**3p eigenvalues, radii and spin gaps of neutral atoms, Ca to Au: screened hydrogenic analysis**

The table holds 3p orbital energies, mean radii and down-minus-up gaps of eleven neutral atoms from a B-spline all-electron code at the basis limit (scalar X2C, spin-polarised PBE0, Fermi nucleus). The program inverts hydrogenic formulas, non-relativistic and j-averaged Dirac, for the screening seen by the radius and by the energy, obtains the flat shift V₀ by difference, and compares it with ⟨1/r⟩ sums for Zn, Cd and Eu. A constant screening of 12.56 gives the radii from Cu to Au within 1.1 % rms, while Ca, left out for lack of a 3d shell, is missed by 32 %; the fall of the radial screening from Cd to Au turns into a steady rise once the Dirac factor is included. A fixed-slope Moseley form fails for the energy (44 % rms), a free slope reaches 3.6 %, and the n ≥ 4 electrons supply at most 7 %, 51 % and 68 % of V₀ in Zn, Cd and Eu. The gap vanishes for closed shells, is largest for Eu, whose shell-by-shell splittings peak at n = 4, and is negative only for Cu.

Neutral, spherical atoms computed with B-spline radial atomic code 1 at the all-electron spin-polarised PBE0 level, with the scalar-relativistic (spin-free one-electron) X2C Hamiltonian, a Fermi nucleus and the basis-set limit. Orbital energies are eigenvalues, and (nl)a+b means a electrons of spin up and b of spin down in the nl shell.

## Script

```python
# Table: 3p eigenvalues, mean radii and spin gap of neutral atoms; B-spline atomic code, scalar X2C, PBE0.
# Tested: screened hydrogenic radius (with/without Dirac factor), Moseley forms, flat outer shift V0, gap vs open shell.
T = {
    'ion': ['Ca', 'Cu', 'Zn', 'Sr', 'Mo', 'Cd', 'Sb', 'Cs', 'Eu', 'Yb', 'Au'],
    'Z': [20, 29, 30, 38, 42, 48, 51, 55, 63, 70, 79],
    'configuration': ['[Ar] 4s2', '[Ar] 3d10 (4s)1+0', '[Ar] 3d10 4s2', '[Kr] 5s2', '[Kr] (4d)5+0 (5s)1+0', '[Kr] 4d10 5s2', '[Kr] 4d10 5s2 (5p)3+0', '[Xe] (6s)1+0', '[Xe] (4f)7+0 6s2', '[Xe] 4f14 6s2', '[Xe] 4f14 5d10 (6s)1+0'],
    'nuclear_rms_radius': [3.478, 3.882, 3.928, 4.224, 4.409, 4.609, 4.68, 4.804, 5.112, 5.311, 5.437],  # fm
    'orbital_energy_3p_up': [-1.1163, -2.8284, -3.272, -9.7669, -14.313, -22.583, -28.104, -36.668, -55.03, -73.142, -104.17],  # hartree
    'orbital_energy_3p_down': [-1.1163, -2.8303, -3.272, -9.7669, -14.3, -22.583, -28.1, -36.668, -54.928, -73.142, -104.17],  # hartree
    'orbital_mean_radius_3p_up': [1.2706, 0.75099, 0.71391, 0.49767, 0.42987, 0.35643, 0.32811, 0.29636, 0.24749, 0.21546, 0.18418],  # bohr
    'orbital_mean_radius_3p_down': [1.2706, 0.74995, 0.71391, 0.49767, 0.4298, 0.35643, 0.32812, 0.29636, 0.24717, 0.21546, 0.18418],  # bohr
    'gap': [0.0, -0.0019, 0.0, 0.0, 0.013, 0.0, 0.0035, 0.0002, 0.1028, 0.0, 0.0003],  # hartree
}
import numpy as np
from scipy.constants import alpha
from scipy.optimize import brentq, minimize_scalar
el = T['ion']; Z = np.array(T['Z'], float); ix = {s: i for i, s in enumerate(el)}
eu, ed, ru, rd, gap = [np.array(T[k], float) for k in ('orbital_energy_3p_up', 'orbital_energy_3p_down',
    'orbital_mean_radius_3p_up', 'orbital_mean_radius_3p_down', 'gap')]
e = (eu+ed)/2; r = (ru+rd)/2
def dirac(z):  # j-averaged hydrogenic 3p: z*<r> and energy
    R = E = 0.0
    for k, w in ((1, 1/3), (-2, 2/3)):
        g = np.sqrt(k*k-(z*alpha)**2); nr = 3-abs(k); N = np.sqrt(nr*nr+2*nr*g+k*k)
        R += w*((g+nr)*(3*N*N-k*k)-k*N)/(2*N); E += w*((g+nr)/N-1)/alpha**2
    return R, E
Zn = 12.5/r
Zd = np.array([brentq(lambda z: dirac(z)[0]/z-x, 1, 100) for x in r])
Zb = dirac(Z)[0]/r; Ze = np.sqrt(-18*e); Eh = dirac(Zd)[1]; V0 = e-Eh
print('spin averages; s_*=screening: r nonrel, r Dirac(Zeff), r Dirac(bare Z), energy; Eh, V0 in hartree')
print('el Z s_nr s_D s_Dbare s_e Eh V0 dZe/dZ dZr/dZ (step from previous row)')
for i, s in enumerate(el):
    st = '' if i == 0 else '%.2f %.2f' % ((Ze[i]-Ze[i-1])/(Z[i]-Z[i-1]), (Zd[i]-Zd[i-1])/(Z[i]-Z[i-1]))
    print('%s %d %.2f %.2f %.2f %.2f %.1f %.1f %s' % (s, Z[i], Z[i]-Zn[i], Z[i]-Zd[i], Z[i]-Zb[i], Z[i]-Ze[i], Eh[i], V0[i], st))
print('rounding floor on s from r: Au %.3f, Ca %.4f; Au/Ca: energy x%.1f, 1/r x%.2f, 1/r^2 x%.1f'
      % (Zn[-1]*5e-6/r[-1], Zn[0]*5e-5/r[0], e[-1]/e[0], r[0]/r[-1], (r[0]/r[-1])**2))
print('Dirac contraction of <r> for Au: %.1f%% (Zeff), %.1f%% (bare Z)' % (100*(1-dirac(Zd[-1])[0]/12.5), 100*(1-dirac(Z[-1])[0]/12.5)))
def show(name, err):
    j = 1+np.argmax(abs(err[1:]))
    print(name, '| rms(no Ca) %.1f%% worst %s' % (np.sqrt(np.mean(err[1:]**2)), el[j]))
    print('   err%: '+' '.join('%s%+.1f' % (a, b) for a, b in zip(el, err)))
print('fits without Ca (no 3d shell); Ca error still printed')
for name, f, y, b in (('r nonrel', lambda s: 12.5/(Z-s), r, (5, 18)), ('r Dirac', lambda s: dirac(Z-s)[0]/(Z-s), r, (5, 18)),
                      ('e=-(Z-s)^2/18', lambda s: -(Z-s)**2/18, e, (5, 28))):
    s = minimize_scalar(lambda s: np.sum((f(s)/y-1)[1:]**2), bounds=b, method='bounded').x
    show('%s s=%.2f' % (name, s), 100*(f(s)/y-1))
p = np.polyfit(Z[1:], np.sqrt(-e[1:]), 1)
show('sqrt|e|=a(Z-s) a=%.4f (hydrogenic %.4f) s=%.1f' % (p[0], 18**-.5, -p[1]/p[0]), 100*(np.polyval(p, Z)**2/-e-1))
# <1/r> typed from the orbital outputs of the same runs: (occupation, value); first the 3p value (spin mean)
inv = {'Zn': (1.9325, [(2, 2.1009), (5, 1.9325), (10, 1.5146)], [(2, .4837)]),
       'Cd': (3.8913, [(2, 4.1555), (5, 3.8913), (10, 3.6439)], [(2, 1.5821), (6, 1.4131), (10, 1.0545), (2, .4389)]),
       'Eu': (5.6729, [(2, 6.2223), (5, 5.6729), (10, 5.3321)],
              [(2, 2.5630), (6, 2.3157), (10, 2.0207), (7, 1.4329), (2, .9563), (6, .7945), (2, .2867)])}
for s, (a, M, O) in inv.items():
    i = ix[s]; m = sum(n*x for n, x in M); o = sum(n*x for n, x in O)
    print('%s <1/r>3p %.3f vs s_nr model %.3f; V0 %.1f, n>=4 sum %.1f (%.0f%%), rest %.1f, other n=3 sum %.1f'
          % (s, a, Zn[i]/9, V0[i], o, 100*o/V0[i], V0[i]-o, m))
unp = {'Cu': 1, 'Mo': 6, 'Sb': 3, 'Cs': 1, 'Eu': 7, 'Au': 1}
print('gap (floor 0.00005 Eh): el unpaired gap gap/unpaired[mEh] gap/|e|% gap[eV] (r_dn-r_up)/r% floor%')
from scipy.constants import physical_constants as pc
for s, n in unp.items():
    i = ix[s]
    print('%s %d %.4f %.2f %.4f %.3f %+.3f %.3f' % (s, n, gap[i], 1e3*gap[i]/n, 100*gap[i]/-e[i],
          gap[i]*pc['Hartree energy in eV'][0], 100*(rd[i]-ru[i])/r[i], 1e-3/r[i]))
i = ix['Eu']; print('Eu/Mo gap x%.1f, per unpaired x%.1f' % (gap[i]/gap[ix['Mo']], gap[i]/7/(gap[ix['Mo']]/6)))
print('Eu gap if radius change were pure hydrogenic scaling: %+.2f Eh (actual %+.4f)' % (-2*Eh[i]*(rd[i]-ru[i])/r[i], gap[i]))
# Eu up, down eigenvalues and up radius typed from the orbital outputs (4f mean radius 0.934 bohr)
sh = {'2p': (-261.3886, -261.3876, .083), '3s': (-64.94725, -64.8485, .249), '3d': (-41.54615, -41.45454, .226),
      '4s': (-13.18454, -12.93396, .567), '4p': (-9.893763, -9.632169, .599), '4d': (-5.241676, -4.946083, .656),
      '5s': (-1.787485, -1.663542, 1.380), '5p': (-.9716141, -.8787872, 1.618), '6s': (-.1543367, -.1457036, 4.284)}
print('Eu split[Eh]@<r>: 3p %.4f@%.2f ' % (gap[i], ru[i])+' '.join('%s %.4f@%.2f' % (k, d-u, x) for k, (u, d, x) in sh.items()))
assert all((gap[j] != 0) == (s in unp) for j, s in enumerate(el))
assert [s for s in el if gap[ix[s]] < 0] == ['Cu'] and el[int(np.argmax(gap))] == 'Eu'
assert np.all(np.diff(Z-Ze) > 0) and np.all((Z-Zd)[1:] > 12) and np.all((Z-Zd)[1:] < 14.5)
assert (Z-Zn)[-1] < (Z-Zn)[ix['Cd']] and (Z-Zd)[-1] > (Z-Zd)[ix['Cd']]
```

Running it gives:

```
spin averages; s_*=screening: r nonrel, r Dirac(Zeff), r Dirac(bare Z), energy; Eh, V0 in hartree
el Z s_nr s_D s_Dbare s_e Eh V0 dZe/dZ dZr/dZ (step from previous row)
Ca 20 10.16 10.17 10.20 15.52 -5.4 4.3 
Cu 29 12.34 12.39 12.47 21.86 -15.4 12.5 0.29 0.75
Zn 30 12.49 12.54 12.64 22.33 -17.0 13.7 0.54 0.85
Sr 38 12.88 13.03 13.22 24.74 -34.8 25.0 0.70 0.94
Mo 42 12.92 13.14 13.40 25.95 -46.5 32.2 0.70 0.97
Cd 48 12.93 13.32 13.69 27.84 -67.4 44.8 0.69 0.97
Sb 51 12.90 13.41 13.84 28.51 -79.4 51.3 0.78 0.97
Cs 55 12.82 13.50 14.03 29.31 -96.9 60.3 0.80 0.98
Eu 63 12.46 13.62 14.37 31.54 -138.0 83.1 0.72 0.99
Yb 70 11.98 13.72 14.71 33.72 -180.3 107.2 0.69 0.99
Au 79 11.13 13.88 15.25 35.70 -243.6 139.5 0.78 0.98
rounding floor on s from r: Au 0.002, Ca 0.0004; Au/Ca: energy x93.3, 1/r x6.90, 1/r^2 x47.6
Dirac contraction of <r> for Au: 4.0% (Zeff), 6.1% (bare Z)
fits without Ca (no 3d shell); Ca error still printed
r nonrel s=12.56 | rms(no Ca) 1.1% worst Au
   err%: Ca+32.2 Cu+1.3 Zn+0.4 Sr-1.3 Mo-1.2 Cd-1.0 Sb-0.9 Cs-0.6 Eu+0.2 Yb+1.0 Au+2.1
r Dirac s=12.83 | rms(no Ca) 1.7% worst Cu
   err%: Ca+37.2 Cu+2.8 Zn+1.7 Sr-0.8 Mo-1.1 Cd-1.4 Sb-1.5 Cs-1.6 Eu-1.6 Yb-1.7 Au-1.7
e=-(Z-s)^2/18 s=25.11 | rms(no Ca) 44.3% worst Cu
   err%: Ca+30.0 Cu-70.3 Zn-59.4 Sr-5.5 Mo+10.8 Cd+28.9 Sb+32.5 Cs+35.3 Eu+45.1 Yb+53.0 Au+54.9
sqrt|e|=a(Z-s) a=0.1705 (hydrogenic 0.2357) s=19.6 | rms(no Ca) 3.6% worst Cu
   err%: Ca-99.6 Cu-9.2 Zn-3.9 Sr+0.8 Mo+1.9 Cd+3.8 Sb+2.0 Cs-0.7 Eu-0.4 Yb+0.9 Au-1.6
Zn <1/r>3p 1.933 vs s_nr model 1.945; V0 13.7, n>=4 sum 1.0 (7%), rest 12.7, other n=3 sum 29.0
Cd <1/r>3p 3.891 vs s_nr model 3.897; V0 44.8, n>=4 sum 23.1 (51%), rest 21.8, other n=3 sum 64.2
Eu <1/r>3p 5.673 vs s_nr model 5.616; V0 83.1, n>=4 sum 56.5 (68%), rest 26.5, other n=3 sum 94.1
gap (floor 0.00005 Eh): el unpaired gap gap/unpaired[mEh] gap/|e|% gap[eV] (r_dn-r_up)/r% floor%
Cu 1 -0.0019 -1.90 -0.0672 -0.052 -0.139 0.001
Mo 6 0.0130 2.17 0.0909 0.354 -0.016 0.002
Sb 3 0.0035 1.17 0.0125 0.095 +0.003 0.003
Cs 1 0.0002 0.20 0.0005 0.005 +0.000 0.003
Eu 7 0.1028 14.69 0.1870 2.797 -0.129 0.004
Au 1 0.0003 0.30 0.0003 0.008 +0.000 0.005
Eu/Mo gap x7.9, per unpaired x6.8
Eu gap if radius change were pure hydrogenic scaling: -0.36 Eh (actual +0.1028)
Eu split[Eh]@<r>: 3p 0.1028@0.25 2p 0.0010@0.08 3s 0.0987@0.25 3d 0.0916@0.23 4s 0.2506@0.57 4p 0.2616@0.60 4d 0.2956@0.66 5s 0.1239@1.38 5p 0.0928@1.62 6s 0.0086@4.28
```
